\textbf{Student.} The roll-off formula for phosphorescent devices spreads the triplets evenly over a slab of width $w$. Electrons and holes do not meet evenly. They pile up at one face of the emissive layer. Annihilation is quadratic in the density, so the formula should fail by a wide margin.

\textbf{Lecturer.} Let us see where the slab enters. Take PtOEP as the guest in CBP. Every injected electron is taken to end as one guest triplet. The triplet density $T$ decays with lifetime $\tau$. Pairs meet at the rate $\frac12 k_{TT}T^2$ per volume, and each meeting removes one triplet, since the partner that accepts the energy relaxes back to the lowest triplet. With current density $J$ and elementary charge $q$, the model that Baldo, Adachi and Forrest used in 2000 is
\begin{equation}
\frac{dT}{dt}=\frac{J}{qw}-\frac{T}{\tau}-\frac12 k_{TT}T^2 .
\label{rate}
\end{equation}
In steady state the positive root is $k_{TT}\tau T=\sqrt{1+2k_{TT}\tau^2J/(qw)}-1$. Emission is proportional to $T$, and without annihilation $T$ would be $J\tau/(qw)$. The ratio of the two is the relative efficiency,
\begin{equation}
\frac{\eta}{\eta_0}=\frac{\sqrt{1+8j}-1}{4j},\qquad j=\frac{J}{J_0},\qquad J_0=\frac{4qw}{k_{TT}\tau^2}.
\label{box}
\end{equation}
At $j=1$ this is one half. For large $j$ it tends to $(2j)^{-1/2}$, but slowly: the slope $d\ln\eta/d\ln J$ is $-1/3$ at $J_0$ and $-4/9$ at $10J_0$.

\textbf{Student.} I see the slab in $J/(qw)$. Is that the only place?

\textbf{Lecturer.} It is also in the last term. If $T$ means the average over the zone, the loss is set by the average of $T^2$, and \eqref{rate} puts the square of the average in its place. To drop the assumption, let $x$ be the distance from the face where carriers recombine, let the generation rate be $(J/q)g(x)$ with $\int g\,dx=1$, and let triplets diffuse with coefficient $D$. Define the diffusion length $L=\sqrt{D\tau}$ and the sheet density $s=J\tau/q$. Multiplied by $\tau$, the steady state reads
\begin{equation}
T-L^2T''=s\,g-\frac12k_{TT}\tau T^2 .
\label{local}
\end{equation}
I take the faces to reflect triplets, $T'=0$, as blocking layers of higher triplet energy should. Integrate over the layer. The diffusion term gives nothing, and an exact statement is left:
\begin{equation}
\frac{\eta}{\eta_0}=\frac1s\int T\,dx=1-\frac{k_{TT}\tau}{2s}\int T^2dx .
\label{exact}
\end{equation}

\textbf{Student.} Exact and useless, until you know $T(x)$.

\textbf{Lecturer.} So iterate in the current. Let $K$ be the inverse of $1-L^2\,d^2/dx^2$ with reflecting faces. It is symmetric, $\int uK[v]\,dx=\int vK[u]\,dx$, and it conserves the integral of what it acts on. The triplet profile at low current is $t=K[g]$, normalised to one. One iteration of \eqref{local} gives $T=st-\frac12k_{TT}\tau s^2K[t^2]$, so $T^2=s^2t^2-k_{TT}\tau s^3\,tK[t^2]$ up to higher orders, and \eqref{exact} becomes
\begin{equation}
\frac{\eta}{\eta_0}=1-\frac{k_{TT}\tau s}{2}\int t^2dx+\frac{(k_{TT}\tau s)^2}{2}\int t^2K[t]\,dx-\dots
\end{equation}
Now define a width and a shape number,
\begin{equation}
w_2=\frac{1}{\int t^2dx},\qquad \beta=w_2^2\int t^2K[t]\,dx ,
\label{defs}
\end{equation}
and build $J_0$ from $w_2$. Then $k_{TT}\tau s/w_2=4j$, and
\begin{equation}
\frac{\eta}{\eta_0}=1-2j+8\beta j^2-\dots
\label{series}
\end{equation}
Equation \eqref{box} expands as $1-2j+8j^2-40j^3$. The term linear in $J$ is therefore reproduced for any profile, provided that $w$ is read as $w_2$. The first correction that no choice of $w$ can absorb is $8(\beta-1)j^2$.

\textbf{Student.} That looks like a trick. You redefined $w$ until the first order agreed.

\textbf{Lecturer.} I gave $w$ the definition it lacked. A smooth profile has no edges, so \eqref{rate} does not say which length to use. Now we know: the inverse of the mean of $t$ weighted by $t$ itself. For a true slab that is its width. It also splits your objection in two. If you predict $J_0$ from the device structure, a wrong width costs you at first order. If you fit $J_0$ to a curve, only the shape term is visible.

\textbf{Student.} Then take a profile. Exponential, and no diffusion for now.

\textbf{Lecturer.} Put $g=e^{-x/a}/a$ on a thick layer and $L=0$, so that $K=1$ and $t=g$. Then $\int g^2dx=1/(2a)$ and $\int g^3dx=1/(3a^2)$, which gives $w_2=2a$ and $\beta=4/3$. Someone who sets $w=a$ gets $J_0$ too small by a factor of two. The shape correction is $+\frac83j^2$.

\textbf{Student.} Positive? I expected bunching to cost efficiency.

\textbf{Lecturer.} It does, and that cost is already in $w_2$. What remains is that the dense part saturates first, while the tail goes on emitting with little loss. Without diffusion the sign is general. The Cauchy--Schwarz inequality gives $(\int g^2)^2\le\int g\int g^3$, so $\beta\ge1$, with equality only for a flat profile.

\textbf{Student.} A term in $j^2$ says little about $j=1$. Your square root has a branch point close by.

\textbf{Lecturer.} Correct. At the wall the generation is twice that of the slab of width $2a$, the local root is $k_{TT}\tau T=\sqrt{1+16je^{-x/a}}-1$, and the series converges only for $j<1/16$. The next term of the difference from \eqref{box} is $-40j^3$. But the integral in \eqref{exact} is elementary. With $k_{TT}\tau s=8ja$ and the substitution $u=\sqrt{1+16je^{-x/a}}$, for which $dx=-2au\,du/(u^2-1)$,
\begin{equation}
\frac{\eta}{\eta_0}=\frac1{8j}\int_1^U\frac{2u\,du}{u+1}=\frac{1}{4j}\left[U-1-\ln\frac{1+U}{2}\right],\qquad U=\sqrt{1+16j}.
\label{expo}
\end{equation}
At $j=0.01$ the term $\frac83j^2$ is $2.7\times10^{-4}$, and the full difference between \eqref{expo} and \eqref{box} is $2.3\times10^{-4}$. At $j=0.05$ the two are $0.0067$ and $0.0036$. The leading term gives the sign and the onset, and the closed form gives the size. At $j=1$, \eqref{expo} is $0.546$, which is 9 per cent above one half, and the efficiency is halved only at $j=1.35$.

\textbf{Student.} And the inverse square root?

\textbf{Lecturer.} It survives, with another width. At high current $T\to\sqrt{2sg}/\sqrt{k_{TT}\tau}$ point by point, so
\begin{equation}
\frac{\eta}{\eta_0}\to\sqrt{\frac{2q\,w_{1/2}}{k_{TT}\tau^2J}},\qquad w_{1/2}=\left(\int\sqrt g\,dx\right)^2 .
\label{asym}
\end{equation}
The slab has $w_{1/2}=w_2=w$. The exponential has $w_{1/2}=4a$, twice its $w_2$, so its asymptote lies a factor $\sqrt2$ above that of \eqref{box}. At $j=10$ the ratio has reached $1.22$.

\textbf{Student.} Numbers, please. What is $j$ in a PtOEP device?

\textbf{Lecturer.} As typical inputs take $\tau=70\ \mu$s, $k_{TT}=3\times10^{-14}$ cm$^3$\,s$^{-1}$ and $a=5$ nm. Then $k_{TT}\tau=2.1\times10^{-18}$ cm$^3$, and $J_0$ is $0.436$ mA/cm$^2$ for each nanometre of width. The choice $w=a$ gives $2.2$ mA/cm$^2$, the proper $w_2=10$ nm gives $4.4$ mA/cm$^2$, and \eqref{expo} puts the half point at $5.9$ mA/cm$^2$. The value $j=0.05$, where the leading term is already poor, is only $0.22$ mA/cm$^2$.

\textbf{Student.} Here is where I stop believing you. You set $L=0$ for a triplet that lives 70 microseconds. If it did not move, how would it find a partner?

\textbf{Lecturer.} That is the right objection, and the term is not small. Suppose annihilation is limited by diffusion, with capture radius $R$. Two moving partners have relative diffusion coefficient $2D$, so the steady Smoluchowski rate gives $k_{TT}=8\pi DR$ in the convention of \eqref{rate}, and
\begin{equation}
L=\sqrt{\frac{k_{TT}\tau}{8\pi R}} .
\end{equation}
An assumed $R$ of 1 nm gives $L$ of about 9 nm, and 3 nm gives about 5 nm. This is an estimate and bounds nothing. If only some encounters annihilate, $L$ is larger. If annihilation is mostly a single long jump between triplets trapped on the guest, $L$ is smaller and we move towards \eqref{expo}, although a constant $k_{TT}$ is then itself in doubt. On this estimate $L$ rivals $a$, so we keep it. Solving $t-L^2t''=e^{-x/a}/a$ with $t'(0)=0$,
\begin{equation}
t=\frac{a\,e^{-x/a}-L\,e^{-x/L}}{a^2-L^2},\qquad w_2=\frac{2(a+L)^3}{a^2+3aL+L^2}.
\label{diff}
\end{equation}
For $L=5$ nm the width is 16 nm and $J_0=7.0$ mA/cm$^2$. For $L=9$ nm it is $22.8$ nm and $J_0=9.9$ mA/cm$^2$. Against the immobile case these are factors of $1.6$ and $2.3$.

\textbf{Student.} So diffusion flattens the profile, $\beta$ sinks to one and the slab becomes exact.

\textbf{Lecturer.} It sinks through one. Take $L\gg a$, a sheet source at the wall. Then $t=e^{-x/L}/L$, $w_2=2L$ and $K[t]=h$ with $h=(1+x/L)e^{-x/L}/(2L)$. The integral in \eqref{defs} is $(1/3+1/9)/(2L^2)=2/(9L^2)$, so $\beta=8/9$. The inequality held only for $K=1$.

\textbf{Student.} Why would the sign turn?

\textbf{Lecturer.} Because the width is now made by the triplets themselves. Annihilation shortens their life, a shorter life means a shorter range, and the zone shrinks as the current rises. This limit is also solvable. For $x>0$ there is no source, and \eqref{local} times $T'$ integrates to $L^2T'^2=T^2(1+k_{TT}\tau T/3)$. The source fixes the flux, $-L^2T'(0)=s$. Put $u^2=1+k_{TT}\tau T(0)/3$. The flux condition with $k_{TT}\tau s=8jL$ gives $3(u^2-1)u=8j$. The content of the layer is $\int T\,dT/|T'|=6L(u-1)/(k_{TT}\tau)$. Dividing by $s$,
\begin{equation}
\frac{\eta}{\eta_0}=\frac{2}{u(u+1)},\qquad j=\frac38\,u(u^2-1).
\label{sheet}
\end{equation}
For small $j$ this is $1-2j+\frac{64}{9}j^2$, which is \eqref{series} with $\beta=8/9$. It is halved where $u(u+1)=4$, at $j=0.84$. At large $j$ it falls as $2(3/8j)^{2/3}$, so in this limit even the exponent changes. Here is $\eta/\eta_0$ for the three cases, each with $J_0$ built from its own $w_2$:
\begin{center}
\begin{tabular}{lccc}
 & $j=0.1$ & $j=1$ & $j=10$\\
slab, \eqref{box} & 0.854 & 0.500 & 0.200\\
exponential, $L=0$, \eqref{expo} & 0.863 & 0.546 & 0.244\\
sheet source, \eqref{sheet} & 0.850 & 0.469 & 0.157
\end{tabular}
\end{center}
At $J_0$ the sheet source lies 6 per cent below the slab.

\textbf{Student.} And our device, with $L$ near $a$, sits where?

\textbf{Lecturer.} The profile in \eqref{diff} is a combination of two normalised exponentials, and $K$ maps the first to $t$ and the second to $h$. Hence $K[t]=(a^2t-L^2h)/(a^2-L^2)$, and \eqref{defs} needs only integrals of exponentials times powers. For $a=5$ nm and $L=9$ nm, $\beta=0.963$. For $L=a$ one takes the limit, $t=h$ and $K[t]=(3+3x/L+x^2/L^2)e^{-x/L}/(8L)$, and finds $\beta=1.027$. The shape corrections are $-0.30j^2$ and $+0.22j^2$, against $+2.7j^2$ for immobile triplets. Saturation of the peak and shrinking of the zone nearly cancel.

\textbf{Student.} At second order. You told me not to trust second order at $J_0$.

\textbf{Lecturer.} I did, so look at the other end. For finite $a$ and very high current, $T$ follows $e^{-x/2a}$, and the ratio of the diffusion term to the annihilation term is $L^2/(2a^2k_{TT}\tau T)$, which goes to zero. Then \eqref{asym} holds with $w_{1/2}=4a=20$ nm, and the $J^{-2/3}$ law is only a passing range when $L\gg a$. The asymptote differs from that of the slab by $\sqrt{4a/w_2}$, which is $1.12$ for $L=5$ nm and $0.94$ for $L=9$ nm. It is approached late: with $k_{TT}\tau T$ about 3, as near $J_0$, that ratio of terms is still $0.5$ for $L=9$ nm. So the curvature at low current and the far asymptote depart from the slab in the same direction, upwards for 5 nm and downwards for 9 nm, and by much less than in either limit. That points to a shape correction of a few per cent at most near $J_0$. It is an inference from the two ends. A proof needs \eqref{local} solved numerically.

\textbf{Student.} You also made the layer infinitely thick.

\textbf{Lecturer.} For a typical layer of thickness $d=40$ nm with a reflecting far face, expand $t$ in $\cos(n\pi x/d)$, on which $K$ is multiplication by $1/[1+(n\pi L/d)^2]$. For $a=5$ nm and $L=9$ nm the sum changes $w_2$ by less than one per cent. The cut tail lowers $\int\sqrt g\,dx$ by the factor $(1-e^{-d/2a})/\sqrt{1-e^{-d/a}}$, a loss of 2 per cent. Neither matters here.

\textbf{Student.} Could I then read the profile off a roll-off curve, from its departure from \eqref{box}?

\textbf{Lecturer.} I would not, because three neglected terms compete. First, the profile may change with current. If the width of a slab is 30 per cent larger at the current we called $J_0$, \eqref{box} gives $0.544$ there, which cannot be told from the $0.546$ of a fixed exponential. Second, charges quench triplets. A term $-k_{TP}nT$ in \eqref{rate}, with $\epsilon=k_{TP}n\tau$, changes the slab result at $J_0$ to $[\sqrt{(1+\epsilon)^2+8}-(1+\epsilon)]/4$. For a typical order of magnitude, $k_{TP}=10^{-13}$ cm$^3$\,s$^{-1}$ and $n$ from $10^{16}$ to $10^{17}$ cm$^{-3}$, $\epsilon$ runs from $0.07$ to $0.7$ and the efficiency from $0.49$ to $0.40$. That spans the size of the shape correction and exceeds it. Third, guests fill up. At $J_0$ the slab holds $2/(k_{TT}\tau)=9.5\times10^{17}$ cm$^{-3}$, and the exponential without diffusion holds $1.5\times10^{18}$ cm$^{-3}$ at the wall. Against an approximate guest density of $6\times10^{19}$ cm$^{-3}$ the latter is $2.5$ per cent, which caps the share of generation lost if excited guests accept nothing. All of this concerns light made in the layer. An external efficiency further weights $T(x)$ with a position-dependent outcoupling.

\textbf{Student.} Let me say it back. The slab assumption hardly shows in the shape of the curve, and it decides what the fitted $J_0$ means.

\textbf{Lecturer.} Yes. With $w=w_2$ the first correction is $8(\beta-1)j^2$, with $\beta=4/3$ for immobile triplets in an exponential zone and $8/9$ for a sheet source spread by diffusion, and at $J_0$ these limits move the efficiency by $+9$ and $-6$ per cent. A good fit to \eqref{box} is therefore weak evidence for a uniform zone. The fit returns a width divided by $k_{TT}\tau^2$, and which width depends on the range of current fitted. The initial slope returns $w_2$; for $L=0$ this needs $j$ well below $1/16$, which is $0.27$ mA/cm$^2$. For one and the same generation length of 5 nm, $w_2$ is 10, 16 or $22.8$ nm as $L$ is 0, 5 or 9 nm. A $k_{TT}$ extracted from that slope with $w=a$ is too small by the factor $w_2/a$, which is 2, $3.2$ or $4.6$. A fit near the half point absorbs the shape term into $J_0$. The logarithmic slope of \eqref{box} is only $-1/3$ there, so a relative change of the efficiency appears about threefold or more in the width. The half point returns $1.35\,w_2$ for immobile triplets and $0.84\,w_2$ for the sheet source. For $L=0$ the factor is then $2.7$, and it tends to $w_{1/2}/a=4$ at high current. For $L$ of 5 or 9 nm the shape correction inferred above, amplified in the same way, would raise the $3.2$ and lower the $4.6$.